Rutile TiO₂: the stress at 9.790 Å³ per atom

A rutile crystal has been squeezed and stretched in small steps in a density functional calculation, and for one step the stresses are still open. The question on this page is what pressure the crystal exerts there, and how differently it pushes along its two kinds of axis. Rutile is tetragonal: the edges a and b are equal, and the edge c is shorter. The steps on either side are known, so the task is to find out how a solid gets from one to the other.

Ansatz 0.2.0, density functional theory with r2SCAN for rutile TiO₂ (6-atom cell), without spin polarisation: PAW potentials, plane-wave cutoff 500 eV, 6×6×8 k mesh, fixed occupations. In the strained cells the atomic positions were relaxed with the same functional. Pressure and stress are positive in compression.

```
volume (Å³/atom)     c/a  shortest distance (Å)  pressure (GPa)  stress xx (GPa)  stress zz (GPa)
           9.203  0.6425                  1.879           38.57            36.02            43.67
           9.493  0.6425                  1.901           26.89            24.98            30.70
           9.790  0.6425                  1.917               ?                ?                ?
          10.093  0.6425                  1.933            7.75             7.10             9.04
          10.160  0.6501                  1.941            5.50             6.16             4.17
          10.402  0.6425                  1.948            0.02             0.01             0.04
          10.717  0.6425                  1.962           -6.67            -6.02            -7.95
          11.038  0.6425                  1.976          -12.37           -11.05           -15.02
          11.366  0.6425                  1.989          -17.25           -15.23           -21.30
          11.700  0.6425                  2.001          -21.35           -18.59           -26.87
```

The volume is given per atom, and c/a is the ratio of the edge lengths. Stress xx acts along a, and equally along b; stress zz acts along c. A positive sign means that the crystal is compressed and pushes outwards. In every row but one, all edges have been scaled by the same factor, so that c/a stays at 0.6425. The row at 10.160 has a different history, which will matter below.

Why the curve bends

The row at 10.402 is almost free of stress and serves as the reference. Shortening its edges by 4% costs a pressure of 38.57 GPa, while lengthening them by 4% gives a tension of only 21.35 GPa. The same change of length is therefore answered 1.8 times as strongly in compression as in tension.

This asymmetry is standard physics of bonded solids. At the reference volume the attraction between titanium and oxygen is balanced by the repulsion of their electron clouds. The repulsion rises very steeply as the atoms approach, much faster than the attraction does, so each further step of compression meets a stiffer crystal. On stretching, the repulsion fades quickly and the crystal softens.

The bend has a direct consequence for the open row. A straight line between its neighbours, at 26.89 and 7.75 GPa, passes through 17.43 GPa at the open volume. A curve that steepens on compression sags below any such chord, so the pressure should be lower than that. How much lower depends on how strongly the curve bends.

A curve with a physical form

One way to describe the bend starts from the energy. One measures the compression by a strain f, which is zero at the reference volume V₀ and positive when the crystal is squeezed:

f = ((V₀/V)^(2/3) − 1)/2

Near its minimum the energy rises as f². Equal steps in volume change f more in compression than in tension, so this term alone already makes the pressure curve bend. Smaller terms in f³ and f⁴ adjust the bend to the particular crystal. Pressure is the rate at which energy rises as volume shrinks, and this gives the fourth-order Birch–Murnaghan equation:

P = 3f (1 + 2f)^(5/2) (B + c₁f + c₂f²)

Here B is the stiffness against a uniform change of all edges, and c₁ and c₂ come from the two smaller terms. I took V₀ from the reference row and found the three constants by least squares from the eight known rows with c/a of 0.6425. The open row and the row at 10.160 took no part. The result is B = 239 GPa and, at the open volume, a pressure of 16.66 GPa. The constants c₁ and c₂ serve here only to shape the curve, and I read no separate meaning into them.

A smooth interpolation is only justified if the crystal stays in the same electronic state. The known rows support this: each is an insulator with the same number of filled bands and a gap between 2.1 and 2.4 eV. Functionals of this kind usually make gaps too small, but what counts here is that none of them closes. Nothing in them points to a sudden change between the two neighbours.

The same pressure from energies

There is a second way to the number which does without the fitted curve. When a crystal is compressed slowly, the work done on it is stored as energy. The energy difference between the two neighbours is therefore the area under the pressure curve between them, and that stretch contains the open row.

The calculation gives −7292.15694 eV for the cell of six atoms at 3% shorter edges, and −7292.53436 eV at 1% shorter edges. The energy difference is 0.37742 eV. The cell volumes differ by

6 × 10.402 × (0.99³ − 0.97³) = 3.597 Å³

Dividing energy by volume, with 1 eV/Å³ equal to 160.2 GPa, gives the mean pressure over the interval:

0.37742/3.597 × 160.2 = 16.81 GPa

The mean is not yet the pressure in the middle, because the curve is bent. Simpson's rule takes care of this by giving the middle four times the weight of each end:

P(middle) = (6 × 16.81 − 26.89 − 7.75)/4 = 16.56 GPa

The open row lies about 0.003 Å³ per atom below the exact middle of the interval. With a slope of about 32 GPa per Å³, this adds 0.1 GPa, and the estimate becomes 16.67 GPa. The two routes agree closely, although one leans on the shape of an equation and the other on stored energy.

Why the two directions differ

Pressure is only the average of the stresses over the three axes. Uniform scaling treats all edges alike, yet the crystal does not answer alike. In the compressed rows of this kind zz is larger than xx, and in the stretched rows zz is the stronger tension. Along c the crystal resists more.

The row at 10.160 helps to explain this, because there only a and b were shortened and c was left alone. Each percent of that squeeze raises xx by 5.26 GPa and zz by 3.53 GPa. Shortening all three edges by 1% raises zz by 9.00 GPa. If small strains simply add, the remaining 5.47 GPa comes from shortening c.

So squeezing c alone raises the stress along c about as much as squeezing both a and b raises the stress along a. Part of the latter is only the sideways push from b, as in any ordinary solid that bulges when pressed. The table does not separate that push, but along a single axis c is expected to be clearly stiffer than a. The assumption that strains add can also be tested: the sideways coupling between c and a comes out as 1.83 GPa per percent when c is squeezed, and as 1.77 when a and b are squeezed (half of 3.53, since two edges push at once). For small strains elasticity demands equal values.

The accepted reason lies in how rutile is built. Each titanium atom sits in an octahedron of six oxygen atoms, and along c these octahedra share edges and form straight chains. Shortening c pushes titanium atoms towards each other across the shared edges, with little room to give way. Neighbouring chains are joined only at corners, which act more like hinges, so a squeeze along a can be taken up partly by bending. The stresses fit this picture, but they do not prove it: every row keeps the tetragonal symmetry, so the chains are never free to turn, and a squeeze along a alone is not in the table.

The forecast

For the stresses along the axes I used the same equation as a smooth interpolation, fitted separately to xx and zz in the same eight rows. It gives 15.39 GPa for xx and 19.18 GPa for zz. The three forecasts are not independent, because the pressure is one third of the sum of two xx and one zz.

When each of the eight rows is predicted from the other seven, the typical error is between 0.02 and 0.05 GPa. Any scatter from the small forces left on the atoms of these rows is already part of that error. I chose wider ranges all the same, since eight rows are few to judge an error by.

Pressure: 16.5 to 16.8 GPa, below the straight chord.
Stress xx: 15.2 to 15.6 GPa.
Stress zz: 19.0 to 19.4 GPa.
Excess of zz over xx: 3.6 to 4.0 GPa.

The withheld rows as computed:

```
volume (Å³/atom)     c/a  shortest distance (Å)  pressure (GPa)  stress xx (GPa)  stress zz (GPa)
           9.790  0.6425                  1.917           16.66            15.39            19.21
```

What came out

All four values fall inside their ranges. The fitted curve meets the pressure and xx to within 0.01 GPa, and its zz is 0.03 GPa too low. That last miss is no larger than the typical error found by leaving out known rows, so it calls for no physical explanation. The ranges were wider than this row required.

The straight chord is too high by 0.77 GPa, or about 5% of the computed pressure. This is the price of ignoring that the crystal stiffens between one neighbour and the next. The energy route misses by only about 0.01 GPa. Its success shows that energies and stresses of this calculation belong together; it does not show that real rutile has this pressure, for which a measurement would be needed. Nor does it show that rutile would last at such a pressure: temperature, lattice vibrations and competing crystal structures are not part of the calculation, and at high pressure rutile is no longer the most stable form.

The excess of zz over xx, 3.82 GPa, is almost exactly the average of the values in the two neighbours, 5.72 and 1.94 GPa. Each stress follows a bent curve, but over this interval the bends are similar and largely cancel in the difference. The directional part could have been read off with a ruler, while the pressure could not.

Where the curve fails

The same curve does badly for the row at 10.160. From the volume alone it gives a zz of 6.94 GPa, where the calculation finds 4.17. The reason is plain: the curve assumes that c has been shortened along with a and b, and here it has not. The pressure is overestimated too, by 0.45 GPa, because the stiff axis was spared.

This matters for anyone who wants to use the curve for a crystal in a press. A fluid pushes equally from all sides, whereas uniform scaling leaves the crystal pushing back harder along c. Left free, it would give way more along a and b, and c/a would rise. Within this calculation, the value B = 239 GPa is therefore an upper limit for the stiffness against equal pressure from all sides.

The table even allows an estimate of how far the shape would shift at 10.160 Å³ per atom. With c/a at 0.6425 the fitted curves put zz above xx by 1.50 GPa; with c/a at 0.6501 the calculation puts it below by 1.99 GPa. A straight line between the two reaches equal stresses a little less than halfway, at a c/a of about 0.646. That is the shape which a fluid would produce at this volume, as far as two points can tell.

At the volume of the forecast there is only one shape, so the same estimate cannot be made. One more calculation there, with a and b shortened a little further and c somewhat longer, would show whether c/a keeps rising at the same pace as the crystal stiffens.
